## Which side the hole is on: excited states of Cl₂AlOH

Count the lone pairs of a flat Cl₂AlOH molecule with a straight Al–O–H unit. Oxygen and the two chlorines bring two p lone pairs each, six in all: three stand upright on the molecular plane and three lie in it. A second mirror plane contains the Al–O axis and exchanges the chlorines. The three upright lone pairs can be combined into two orbitals that are even across this mirror and exactly one that is odd, namely one chlorine minus the other. Oxygen lies on the mirror and its upright lone pair is even, so it has no part in the odd combination.

An electron excited from that odd orbital must therefore leave a hole that, among the ligands, sits on the chlorines alone. The count also says something about light. A transition is allowed only if the product of hole orbital and electron orbital has the symmetry of one of the three directions in space, and no direction is odd across both mirrors. If the electron enters an orbital that is even across both, the odd upright combination gives a product that is odd across both, and the state is dark.

Lowest five singlet excitations of neutral gas-phase Cl₂AlOH, calculated with PySCF 2.14.0 using time-dependent DFT in the Tamm–Dancoff approximation (CAM-B3LYP/def2-SVPD) at the GFN2-xTB geometry. The leading pair weight refers to natural transition orbitals, and the hole–electron distance and overlap to unrelaxed densities.

```tsv
row	excitation energy (eV)	oscillator strength	leading pair weight	hole electron distance (Å)	hole electron overlap
1	6.984	0.000	0.974	0.138	0.415
2	7.481	0.001	0.976	0.273	0.486
3	7.514	0.000	0.985	0.713	0.458
4	7.603	0.000	0.986	0.049	0.344
5	7.809	0.106	0.895	0.044	0.485
```

The table lists the five lowest singlet excitations, calculated with time-dependent density-functional theory at a fixed geometry. The hole is the distribution that the excited electron leaves behind, and the electron is the one that it enters. The hole-electron distance is the separation of their centres of charge, and the overlap measures how far they occupy the same space. The oscillator strength measures how strongly light drives the transition.

### Why state 3 has the long distance

State 3 is the one that the count describes. Its hole has 92% of its weight on the two chlorines and practically none on oxygen. It is dark, and its distance of 0.71 Å is the largest in the table. One property does both jobs here: the hole orbital is odd across both mirrors. That keeps it off oxygen and, because the electron orbital is even across both, it also forbids the absorption. Darkness alone would not keep oxygen out, as state 4 will show.

It would be wrong to read this distance as a sign of unusually strong charge transfer. The charge moved between hole and electron is about 0.8 of an electron in every state. In every state, too, aluminium holds about half of the electron or somewhat more, but less than a tenth of the hole. What varies is where the hole sits among the ligands.

Oxygen and the chlorines lie on opposite sides of aluminium. Charge that flows in from the chlorines shifts the centre one way, and charge from oxygen shifts it the other way. A simple model makes this quantitative by treating each atom $A$ as a point:

$$\Delta y=\sum_A (e_A-h_A)\,y_A$$

Here $e_A$ and $h_A$ are the atom's shares of electron and hole, and $y_A$ is its position along the axis, measured from aluminium and positive towards the chlorines. For state 3 the chlorines, oxygen and hydrogen contribute, in this order,

$$\Delta y=(0.368-0.921)(0.97)+(0.068-0.002)(-1.64)+(0.032-0.000)(-2.59)\approx-0.73\ \text{Å}$$

The full calculation gives −0.71 Å. The chlorine term dominates, and the other two have the same sign, so nothing cancels.

State 4 shows the opposite case. It moves slightly more charge than any other state and has the lowest overlap, yet its distance is only 0.05 Å. Its hole is spread over both kinds of ligand, and the model finds −0.34 Å from the chlorines against +0.35 Å from the OH group. A short distance here means balanced flow from two sides, not a local excitation.

No constant was fitted in this model, and it was applied to all five states. Because it uses shares taken from the same calculation, it explains how the distance comes about but does not test the densities themselves. It picks out state 3 as the largest and state 2, with its hole mostly on oxygen, as the second. It misses the shift along the axis by up to 0.18 Å, which is enough to spoil the order of the three short distances and to give state 5 the wrong direction. The misses follow the electron's share on hydrogen rather than the degree of cancellation: states 1, 2 and 5, with shares of 0.071, 0.098 and 0.113, are missed by 0.11 to 0.18 Å, while states 3 and 4, with 0.032 and 0.007, are missed by 0.03 Å or less. The sign of the large misses is what one would expect if that part of the electron were diffuse and lay beyond the hydrogen nucleus rather than on it. The tiny distance of state 5 is in any case mostly sideways, which an exact second mirror would forbid, so it reflects small departures from perfect symmetry. The analysis printed below gives the terms for each state.

The allyl radical shows the same mirror argument in a simpler form. Its three carbon p orbitals also give one combination that is odd across the mirror through the middle atom, and that orbital has no weight on the middle carbon. Oxygen plays the part of the middle carbon here. The likeness ends with the symmetry: in allyl the neighbouring p orbitals overlap directly, whereas here aluminium stands between the ligands, so the orbital energies do not carry over.

### Why only state 5 is bright

States 3 and 4 are dark for the same reason, reached by different routes. In state 4 the hole lies in the molecular plane and is odd across the second mirror, while the electron enters an upright orbital, which is odd across the molecular plane. The product is again odd across both. The rule depends on the straight Al–O–H unit, which comes from a tight-binding geometry. Bending it within the plane would remove the second mirror, so neither the darkness of the two states nor the exclusion of oxygen would be enforced any longer. Since only hydrogen moves, the upright chlorine orbital of state 3 is expected to change little, whereas the in-plane orbitals behind states 1, 4 and 5, which include the oxygen lone pair in the plane of the bend, should change more. The geometry was not optimised with density-functional theory, which is expected to prefer a bent Al–O–H unit on a soft bending coordinate. The straight unit is probably a feature of the tight-binding method, so the clean count and the values in the table belong to this structure.

State 2 is allowed, but only for light polarised perpendicular to the molecule. All nuclei lie in the plane, so charge oscillating from one atom to another produces no dipole in that direction. Only the displacement of charge above and below each atom is left. That alone need not make a state weak. The hole of state 2 comes from the higher of the two even upright combinations, in which oxygen and chlorine are expected to enter with opposite signs. A transition from the deeper, in-phase partner, which can bond to the upright p orbital of aluminium, has the same polarisation and is expected to be strong. The weakness of state 2 is therefore more likely a matter of these signs than of the short lever. State 5 is polarised parallel to the line between the chlorines, where charge can swing across the whole width of the molecule. Overlap does not separate the two states: it is 0.49 in both, while their oscillator strengths differ by a factor of about 90.

State 1 is the harder case, because it has the same polarisation as state 5 and the electron enters mainly the same orbital, the lowest empty one. Its transition dipole is nevertheless about 20 times smaller. Since the oscillator strength grows with the square of the dipole, this accounts for nearly all of the factor of about 430 between them; the difference in energy adds only 12%.

A likely reason lies in the in-plane lone pairs. That of oxygen and the difference of the two on chlorine are both odd across the second mirror, so they mix into two orbitals with opposite relative signs. The contributions of oxygen and chlorine to the dipole could then cancel in one state and add in the other. This remains a guess, since the signs of the orbitals were not examined. It may also not be the whole story: the odd combination of the two Al–Cl bonds has the same symmetry and can mix into the two orbitals to different degrees. State 5 is also less pure than the others: its leading pair of hole and electron orbitals carries 90% of the excitation, against at least 97% elsewhere, and the remaining pairs may add to its dipole. The approximation used for the excitations (Tamm–Dancoff) makes its exact strength less certain than its place as the one bright state among these five.

### Why the energies lie so close

The first excitation needs 6.98 eV, although the gap between the highest occupied and the lowest empty orbital is 10.23 eV. Most of the difference can be put down to the attraction between the electron and the hole it leaves behind, much of which the orbital gap of a functional like this one leaves out. The steps between the states are modest, as expected when the electron comes from lone pairs of similar energy. They are not plain orbital spacings, though, because the attraction also changes from state to state. Starting from state 1, it costs 0.62 eV to put the electron into the next empty orbital (state 4), and 0.83 eV to take it from a deeper in-plane orbital instead (state 5).

States 2, 3 and 4 fall within 0.12 eV of one another. This is a coincidence of energies and not a true degeneracy, because two mirror planes at right angles cannot force two singlet states to have the same energy. The spread is smaller than the usual error of such calculations, and convergence with the basis set was not tested, so another method or a larger basis could well reorder the three. The excited electron is also more spread out in states 2 and 3 than in state 4, so a larger basis need not shift them all equally. At this geometry, their characters are the safer result: a hole mainly on oxygen, a hole on chlorine with almost nothing on oxygen, and an electron in an upright orbital.

For the isolated molecule at this geometry, the calculation puts the first singlet excitation near 178 nm and the first strong one near 159 nm. Both lie in the vacuum ultraviolet, so ordinary near-ultraviolet light should not excite it directly to a singlet state.

Numerical output:

```
Shares of hole and electron:
  row  hole on both Cl  hole on O  electron on Al  charge moved (e)
    1            0.604      0.318           0.516             0.818
    2             0.35       0.52           0.512             0.782
    3            0.921      0.002           0.532             0.794
    4             0.65      0.276           0.609             0.844
    5            0.455       0.42           0.494             0.777
Shift of electron against hole along the axis in angstrom:
  row  part from Cl  part from O and H  point-atom sum  computed shift      miss
    1       -0.2755             0.2456        -0.02985          -0.138    0.1082
    2      -0.06887              0.518          0.4491           0.271    0.1781
    3       -0.5364            -0.1911         -0.7275          -0.713  -0.01453
    4       -0.3376             0.3544         0.01686           0.049  -0.03214
    5       -0.1668             0.2986          0.1318          -0.019    0.1508
Intensity:
  row  main transition dipole (a.u.)  strength from dipole and energy
    1                          0.038                        0.0002471
    2                           0.08                         0.001173
    3                          0.001                        1.841e-07
    4                              0                                0
    5                          0.745                           0.1062
Largest miss of the point-atom sum (angstrom): 0.1781
Energy of state 5 above state 1 (eV): 0.825
Energy of state 4 above state 1, same hole orbital (eV): 0.619
Energy of state 3 above state 2 (eV): 0.033
Energy of state 4 above state 2 (eV): 0.122
Orbital gap HOMO to LUMO (eV): 10.23
Orbital gap less first excitation energy (eV): 3.248
Transition dipole of state 5 over that of state 1: 19.61
Strength of state 5 over that of state 1, from dipoles: 429.8
Strength of state 5 over that of state 2, from dipoles: 90.52
Wavelength of state 1 (nm): 177.5
Wavelength of state 5 (nm): 158.8
```
